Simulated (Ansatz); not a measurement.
Nb2P5: do energies and stresses tell the same story?

Theory: Ansatz 0.2.0, DFT PBEsol, scalar-relativistic, plane waves, PAW.

Settings: cutoff 420 eV, Γ-centred mesh 2×10×6 on the computed 28-atom cell, Gaussian smearing of 0.10 eV; no spin polarisation.

Relaxed cell: Pnma, a = 16.696 Å, b = 3.306 Å, c = 7.865 Å, α = 90.00°, β = 90.00°, γ = 90.00°, 28 atoms in the primitive cell. Whether it is the stable form of this composition wasn't checked.

Energies at zero smearing and pressures from the stress tensor, at volumes with shape and atoms relaxed:
```tsv
V (Å³/atom)	E − E(first) (meV/atom)	P (GPa)
14.574	0.00	10.77
15.040	-22.59	4.96
15.505	-29.54	-0.01
15.970	-23.16	-4.24
16.435	-5.43	-7.85
```

Check P = −dE/dV between neighbouring volumes, and get the bulk modulus from the pressures alone.

With 1 eV/Å³ = 160.2 GPa:
```
middle V (Å³/atom)  −ΔE/ΔV (GPa) mean P (GPa)
            14.807         7.780         7.864
            15.272         2.396         2.476
            15.737        -2.200        -2.124
            16.202        -6.106        -6.044
```

The two differ by 0.08 GPa at most. The mean of two end pressures misses the average over a step by about ΔV² P″/12, up to 0.08 GPa here; with that taken off 0.02 GPa remains. Around V = 15.505 Å³/atom, the two neighbours give B = −V ΔP/ΔV = 15.505 × 9.20 / 0.930 = 153.3 GPa, against B0 = 152.7 GPa from the Birch–Murnaghan fit of the energies.

Cost: 6 runs of about 110 core-minutes in all, on Oxide Virtual Turin-like Processor (Zen 5) (shared hosts).

The energies and stresses describe the same equation of state. The mean pressure lies above the energy slope in every interval, as it must when the pressure curve is convex, so most of the mismatch comes from averaging over finite steps and not from inconsistent forces and energies. The small remainder suggests that spurious stress from the incomplete plane-wave basis is minor over this range.

The convexity itself is physical: equal volume steps cost 10.77 GPa at the compressed end but only -7.85 GPa at the expanded end, because overlap repulsion between filled shells rises steeply on compression while bonding weakens as the atoms separate. A bulk modulus near 153.3 GPa fits a framework held together by covalent Nb d–P p and P–P bonds, though the compression data alone can't apportion the stiffness between them. Nor does the agreement test the functional, since an error in its description of bonding would enter energy and stress alike.
